\section{Lifetime from open-circuit voltage decay in a long diode}

A p$^+$n diode carries a steady forward current that is cut at $t=0$. Let $x\ge0$ run into the neutral n base, taken much longer than the diffusion length $L=\sqrt{D\tau}$. At low injection the excess hole density $p$ obeys
\begin{equation}
\partial_t p=D\,\partial_x^2p-p/\tau,\qquad p(x,0)=p_0e^{-x/L},\qquad \partial_xp(0,t)=0,
\end{equation}
if no current crosses the junction after the cut. The Laplace transform in $s=t/\tau$, with variable $w$ and $r=\sqrt{1+w}$, is $(p_0/w)\,[e^{-x/L}-e^{-rx/L}/r]$. Since $1/(wr)$ inverts to $\operatorname{erf}\sqrt s$, $p(0,t)=p_0\operatorname{erfc}\sqrt s$. With $V_T=k_BT/q$, the junction law $p(0,t)\propto e^{V/V_T}-1$ gives
\begin{equation}
e^{V/V_T}-1=(e^{V_0/V_T}-1)\operatorname{erfc}\sqrt{t/\tau},
\end{equation}
where $V_0$ is the junction voltage, free of ohmic drops. For $V\gg V_T$,
\begin{equation}
\frac{dV}{dt}=-\frac{V_T}{\tau}g(s),\qquad
g=\frac{e^{-s}}{\sqrt{\pi s}\operatorname{erfc}\sqrt s}\sim1+\frac1{2s}-\frac1{2s^2}+\dots
\end{equation}
The series is asymptotic and needs $s\gg1$. At $s=2$, $g=1.187$, while two terms give 1.25 and the third has size 0.125; $g(9)$ is still 1.05.

\paragraph{Data.} The following values for a Si diode at 300 K ($V_T=25.85$ mV) were made for the exercise from this model and rounded. Each is assigned an independent standard uncertainty of 0.1 mV.
\begin{center}
\begin{tabular}{lccc}
$t_i$ ($\mu$s) & 10 & 30 & 50\\
$V_i$ (V) & 0.6103 & 0.5757 & 0.5450
\end{tabular}
\end{center}

\paragraph{Inversion.} A difference removes $V_0$:
\begin{equation}
f(\tau)\equiv\ln\frac{\operatorname{erfc}\sqrt{t_2/\tau}}{\operatorname{erfc}\sqrt{t_3/\tau}}=\frac{V_2-V_3}{V_T}=\frac{30.7\ \mathrm{mV}}{V_T}=1.1875 .
\end{equation}
The root is $\tau=20.04\ \mu$s, and $V_0=V_2-V_T\ln\operatorname{erfc}\sqrt{t_2/\tau}=0.6399$ V. The unused point tests the shape: the inferred $\tau$ predicts $V_1-V_2=34.5$ mV against 34.6 mV in the table.

The data centre on $t=40\ \mu\mathrm s\approx2\tau$. Reading their chord slope as $-V_T/\tau$ gives 16.8 $\mu$s, 16\% low; reading it as $-V_T[1/\tau+1/(2t)]$ gives 21.3 $\mu$s, 6\% high.

\paragraph{Uniqueness.} With $a_i=s_ig(s_i)$, $df/d\ln\tau=-(a_3-a_2)$. In $z=\sqrt s$, $sg=-\tfrac z2\,d\ln\operatorname{erfc}z/dz$, which increases because $\operatorname{erfc}$ is decreasing and log-concave. Hence $f$ falls monotonically from $\infty$ to 0 and the root is unique. $D$ does not appear in $V(t)$, and the doping enters only through $V_0$, so the decay alone determines neither.

\paragraph{Error propagation.} Here $a_2=1.849$, $a_3=2.884$, $\Delta=a_3-a_2=1.035$, and
\begin{equation}
\frac{\delta\tau}{\tau}=\frac{\delta V_3-\delta V_2}{V_T\Delta}+\frac f\Delta\frac{\delta T}{T},\qquad
\delta V_0\big|_T=\frac{a_3\,\delta V_2-a_2\,\delta V_3}{\Delta}.
\end{equation}
Voltage noise gives 0.5\% in $\tau$ and 0.3 mV in $V_0$; a 1 K error shifts $\tau$ by 0.4\%.

\paragraph{Neglected currents.} Take as typical inputs $N_D=10^{22}$ m$^{-3}$, $n_i\approx10^{16}$ m$^{-3}$, $D\approx1.1\times10^{-3}$ m$^2$/s and built-in voltage $V_{bi}\approx0.9$ V, with the compiled $\varepsilon_r=11.7$ (Ioffe Institute). Then $L=1.5\times10^{-4}$ m and $p_0=(n_i^2/N_D)e^{V_0/V_T}=5.6\times10^{20}$ m$^{-3}$, so injection corrections start at order $p_0/N_D=0.06$ and decay with $p$.

At $s=2$, $V=0.56$ V and the depletion capacitance per area is $C_j=[q\varepsilon_r\varepsilon_0N_D/2(V_{bi}-V)]^{1/2}=4.9\times10^{-4}$ F/m$^2$. Its discharge current $j=C_jV_Tg(2)/\tau$, treated as constant, adds $(jL/qD)\operatorname{erf}\sqrt s$ to $p(0,t)$, so
\begin{equation}
\delta\ln p(0,t)=\eta\,\frac{\operatorname{erf}\sqrt s}{\operatorname{erfc}\sqrt s},\qquad \eta=\frac{C_jV_Tg(2)}{qp_0L}=1.1\times10^{-3},
\end{equation}
which would raise the apparent $\tau$ by about 3\%.

Quasi-static recombination in the p$^+$ emitter changes the boundary condition to $L\,\partial_xp=\sigma p$, with $\sigma=J_{0E}/J_{0B}$ the ratio of emitter to base saturation current densities. The transform at $x=0$ becomes $p_0(r-1)/[w(r+\sigma)]$, and
\begin{equation}
\frac{p(0,t)}{p_0}=\frac{\operatorname{erfc}\sqrt s-\sigma e^{(\sigma^2-1)s}\operatorname{erfc}(\sigma\sqrt s)}{1-\sigma}.
\end{equation}
With $J_{0B}=qn_i^2D/(N_DL)=1.2\times10^{-8}$ A/m$^2$ and a typical $J_{0E}\approx10^{-9}$ A/m$^2$, $\sigma=0.08$, which would lower the apparent $\tau$ by about 4\%.

The model's result, $\tau=20.0\pm0.1\ \mu$s, lies in the range typical of Si junction diodes at this doping, microseconds to hundreds of microseconds. For a real diode these two biases, several times the noise term and opposite in sign, would limit the accuracy to a few per cent.